PBE finds the conduction minimum of this tin–lead oxide where PBE0 finds it, and the two differ on the valence top only along a nearly flat stretch of band, but PBE makes the gap about 1 eV too small by PBE0's measure. PBE is therefore enough to learn that the gap is indirect and which conduction valley fills first. The size of the gap needs the costlier level. Lifting all empty PBE bands by the change of that gap helps, yet it leaves errors of 0.3 to 0.7 eV in the direct gaps.

Band levels of Sn3PbO4 (8-atom litharge-type cell, space group Pmm2) in PBE (cheaper level, 6×4×6 k mesh) and PBE0 (costlier level, 4×2×4 k mesh), each counted from its own valence top. Calculated with Ansatz 0.2.0, plane-wave PAW, 420 eV cutoff, no spin polarisation, in the same cell relaxed with r2SCAN+rVV10.

| point name | band v2, cheaper level (eV) | band v1, cheaper level (eV) | band c1, cheaper level (eV) | band c2, cheaper level (eV) | band v2, costlier level (eV) | band v1, costlier level (eV) | band c1, costlier level (eV) | band c2, costlier level (eV) |
| --- | --- | --- | --- | --- | --- | --- | --- | --- |
| Gamma | -2.450 | -0.015 | 2.150 | 3.190 | -2.938 | 0.000 | 3.517 | 4.585 |
| X | -2.032 | -1.642 | 0.228 | 0.251 | -2.395 | -1.926 | 1.288 | 1.312 |
| S | -2.128 | -2.107 | 1.727 | 1.889 | -2.579 | -2.532 | 2.916 | 3.096 |
| Y | -0.818 | -0.160 | 2.788 | 2.922 | -1.040 | -0.287 | 4.135 | 4.216 |
| Z | -1.710 | -1.445 | 1.650 | 2.561 | -2.169 | -1.872 | 2.976 | 3.879 |
| U | -1.642 | -1.428 | 2.385 | 2.437 | -2.068 | -1.849 | 3.616 | 3.634 |
| R | -1.770 | -1.743 | 2.594 | 2.804 | -2.179 | -2.146 | 3.895 | 4.110 |
| T | -1.591 | -1.371 | 1.397 | 1.601 | -1.982 | -1.659 | 2.549 | 2.737 |

The rows are points in $k$ space, that is, different wave vectors of the electron in the crystal. At each point v1 is the highest filled level and v2 the one below it, while c1 is the lowest empty level and c2 the next. Each level of theory counts energies from its own highest filled state, so the lowest c1 in a column is the fundamental gap. The atoms sit at the same places in both calculations, so no change in the table comes from moved atoms. These places come from r2SCAN+rVV10, and in PBE sizeable forces remain on the atoms and the cell is under a pressure of about 5 GPa, so a cell relaxed with PBE itself would expand and could have a different gap. The PBE0 run gives a pressure of about 0.7 GPa, but it carries a warning that the thresholds were loose for a stress calculation, so that figure is only a rough guide.

### What PBE gets right

Both levels put the conduction minimum at X and the valence top at Gamma or on the line from there to Y. An electron must change its wave vector to cross the gap, so absorption at the gap itself needs the help of a lattice vibration. The smallest direct gap, for which no such help is needed, lies at X in both cases. The order of v1 over the eight points is also the same.

For the conduction minimum this agreement has a simple reason: the levels that decide it are far apart. In PBE the next lowest c1 among the listed points, at T, lies more than 1 eV above the one at X, whereas the rise of c1 on going to PBE0 differs between points by at most 0.31 eV. Where levels are closer than that, the order isn't safe. S and Z show it: c1 at S lies 0.08 eV above c1 at Z in PBE and 0.06 eV below it in PBE0. The place of the smallest direct gap was less secure from the start, because in PBE the direct gap at Gamma is only 0.3 eV larger than the one at X, while the changes of the direct gaps differ by up to 0.4 eV.

The same rule limits what can be said of the valence top. PBE places it about two fifths of the way from Gamma to Y, but only 0.015 eV above the level at Gamma. PBE0 was read at that point too and still has its top at Gamma. The stretch is very flat in PBE, and PBE0 was read on this line only at Gamma, at Y and at that one point, so this change of place may not survive a finer mesh, and a property that depends on its exact place, such as the effective mass of holes, needs a closer look at either level.

### Why the gap opens

The gap grows from 0.23 eV in PBE to 1.29 eV in PBE0. In PBE, filled and empty states feel the same local potential, and an electron's repulsion from its own charge is only partly cancelled. This pushes filled states up and leaves the gap too small, a well-known fault of such functionals. PBE0 replaces a quarter of the approximate exchange by exact exchange, which removes part of that self-repulsion for filled states. An empty state has no such term of its own to remove. It gives up a quarter of PBE's exchange attraction and usually gets less back from its exact exchange with the filled orbitals, so it tends to rise. Filled levels therefore sink relative to empty ones.

How far a level moves depends on the shape of its orbital. Exact exchange tends to lower a compact filled orbital more than a spread-out one. In oxides of divalent tin and lead, the top of the valence band usually mixes oxygen p with metal s and p orbitals, while many deeper states are more purely oxygen p. It is then reasonable that the deeper states sink more, although no orbital analysis is available here to confirm the character of each level.

The numbers show mainly a stretch of the filled bands: the deeper a level lies, the more it tends to sink. The spread of v1 over the points grows by a factor of 1.21, and the same factor applied to the distance between v1 and v2 at Gamma, 2.435 eV in PBE, gives 2.946 eV against 2.938 eV in PBE0. Depth does not decide every case: v1 at X lies deeper than v1 at Z in PBE, yet it sinks less, by 0.28 against 0.43 eV. Such departures may reflect the character of each state, but they are smaller than the stretch itself, and part of them could come from the coarse PBE0 mesh. The bands are stretched as well as separated, and the stretch is somewhat uneven.

### Can one number replace PBE0?

A common shortcut, the scissors correction, lifts all empty PBE levels by the same amount $\Delta$ and leaves the filled ones alone. With $\Delta$ taken as the change of the fundamental gap, 1.060 eV, the direct gap at a point $k$ becomes

$$E_\mathrm{dir}(k) \approx E_\mathrm{dir}^\mathrm{PBE}(k) + \Delta .$$

At X this gives $1.870 + 1.060 = 2.930$ eV, whereas PBE0 itself gives 3.214 eV. The empty level at X is right by construction, because it supplied $\Delta$. The missing 0.28 eV is the sinking of v1 at X against the valence top, which the shortcut ignores.

At Gamma the shortfall is almost the same, but its origin is different. There v1 is the valence top or very close to it, from which all energies are counted, so it can hardly move, and it is c1 that rises more than at X. At Z both faults add up and the error reaches 0.69 eV. The shortcut gives too small a direct gap at all eight points, as the program's output at the end of this text lists.

### Which accuracy for which purpose

For electrical behaviour the step between the levels is enormous. The number of carriers that heat alone creates in a pure semiconductor falls roughly as $\exp(-E_\mathrm{g}/2k_\mathrm{B}T)$, with $E_\mathrm{g}$ the gap and $k_\mathrm{B}T$ about 0.026 eV at room temperature. A change of 1.06 eV then alters this number by a factor of $\exp(1.06/0.052)$, or nearly a billion. PBE would suggest a material that conducts noticeably when pure and PBE0 one that hardly does.

For optical use, the direct gap at X moves from the energy of red light in PBE to the near-ultraviolet edge in PBE0. The scissors value falls in the violet. Since $\Delta$ itself comes from a PBE0 run on this crystal, the shortcut saves little here, and carrying $\Delta$ over to other materials would be a further guess. With $\Delta$ from the fundamental gap it is not good enough for choosing an absorber or a transparent layer, where 0.3 eV matters. Taking $\Delta$ from the direct gap at X instead, 1.344 eV, would also match the direct gap at Gamma to about 0.01 eV, but the higher direct gaps would still be up to 0.41 eV short and the fundamental gap 0.28 eV too large. Which direct transitions absorb strongly, and how far the attraction between electron and hole lowers the onset, is not contained in these levels.

The PBE0 gap is still not a measured gap. One quarter of exact exchange is a fixed share, whereas a material that screens charges well calls for less, and in narrow-gap semiconductors PBE0 often opens the gap too far. The crystal itself is hypothetical: it was built on the litharge structure and relaxed only within its symmetry, so it need not be stable. With no experimental value to compare with, the table gives the distance between two levels of theory and leaves the remaining error of the better one open. A target of 0.1 eV would need a further check, for instance with a method that computes the screening.

Spin–orbit coupling is absent at both levels and matters for the same target. It is strong in the p orbitals of lead, which probably contribute to the empty bands, and could shift them by tenths of an eV. The two lowest empty levels at X lie only about 0.02 eV apart in both PBE and PBE0. That agreement is no proof of accuracy, since both calculations leave out the coupling that could rearrange this pair.

### What the better level costs

The table holds no timings, but the scaling shows where the effort goes. In PBE, exchange acts on every orbital through one local potential. In PBE0 each orbital also exchanges with every filled orbital at every mesh point, which makes $40 \times 32 = 1280$ partners on the mesh used here. Programs save much of this work, so the run as a whole doesn't become a thousand times longer, but exchange is likely to dominate it.

A finer mesh hurts PBE0 more, because its work grows with pairs of points. Going from the PBE0 mesh to the denser one used for PBE would multiply the pairs by about 12, while the symmetry-distinct points that PBE must treat rise only from 18 to 48. That is a likely reason for the coarser mesh in PBE0, but the effect of this mesh on the levels was not tested. Full-range exact exchange usually converges slowly with the mesh, so differences of a few hundredths of an eV between the two levels, and perhaps somewhat larger ones, should not guide a decision.

A sensible division of labour follows. PBE maps the bands on a dense mesh and finds the competing edges. PBE0 first needs a self-consistent run on a mesh of its own, and is then read at those edges and at each direct gap that matters. In this crystal the shifts are uneven by about 0.3 eV for the conduction levels and 0.4 eV for the direct gaps, so competitors within these margins need PBE0 as well.

The same reasoning helps with neighbouring choices. A screened hybrid, which drops the long-range part of exact exchange, normally opens the gap less than PBE0 and so lands between the two levels. In a wide-gap oxide such as magnesium oxide, the step from PBE to PBE0 is larger in eV, because the filled oxygen orbitals are compact and the empty states spread out. It is nevertheless a smaller share of the gap. In the present oxide PBE keeps only 18 % of the PBE0 gap, which is why the choice of level changes the verdict on the material and not just a decimal place.

Output of the analysis:

```
Changes from PBE to PBE0 and direct gaps in eV:
    row  change of v1  change of c1  direct gap PBE  direct gap PBE0  change of direct gap  rigid shift less PBE0
  Gamma         0.015         1.367           2.165            3.517                 1.352                 -0.292
      X        -0.284          1.06            1.87            3.214                 1.344                 -0.284
      S        -0.425         1.189           3.834            5.448                 1.614                 -0.554
      Y        -0.127         1.347           2.948            4.422                 1.474                 -0.414
      Z        -0.427         1.326           3.095            4.848                 1.753                 -0.693
      U        -0.421         1.231           3.813            5.465                 1.652                 -0.592
      R        -0.403         1.301           4.337            6.041                 1.704                 -0.644
      T        -0.288         1.152           2.768            4.208                  1.44                  -0.38
Fundamental gap in PBE (eV): 0.228
Fundamental gap in PBE0 (eV): 1.288
Step of the gap from PBE to PBE0 (eV): 1.06
Same step counted from v1 at Gamma in both levels (eV): 1.045
PBE gap as a share of the PBE0 gap (%): 17.7
Direct gap at X by rigid shift of PBE (eV): 2.93
Largest less smallest rise of c1 over the points (eV): 0.307
Spread of v1 over the points in PBE (eV): 2.092
Spread of v1 over the points in PBE0 (eV): 2.532
Ratio of the v1 spreads PBE0 to PBE: 1.21
Spread of c1 over the points in PBE (eV): 2.56
Spread of c1 over the points in PBE0 (eV): 2.847
Ratio of the c1 spreads PBE0 to PBE: 1.112
Distance v1 to v2 at Gamma in PBE (eV): 2.435
Distance v1 to v2 at Gamma in PBE0 (eV): 2.938
Growth of the distance v1 to v2 at Gamma (eV): 0.503
Growth of the distance v1 to v2 at R (eV): 0.006
c1 at S less c1 at Z in PBE (eV): 0.077
c1 at S less c1 at Z in PBE0 (eV): -0.06
Distance c1 to c2 at X in PBE (eV): 0.023
Distance c1 to c2 at X in PBE0 (eV): 0.024
Occupied partners of each orbital in the exchange sum on the 4x2x4 mesh: 1280
Growth of the k-point pairs in exchange from 4x2x4 to 6x4x6 (factor): 12
```
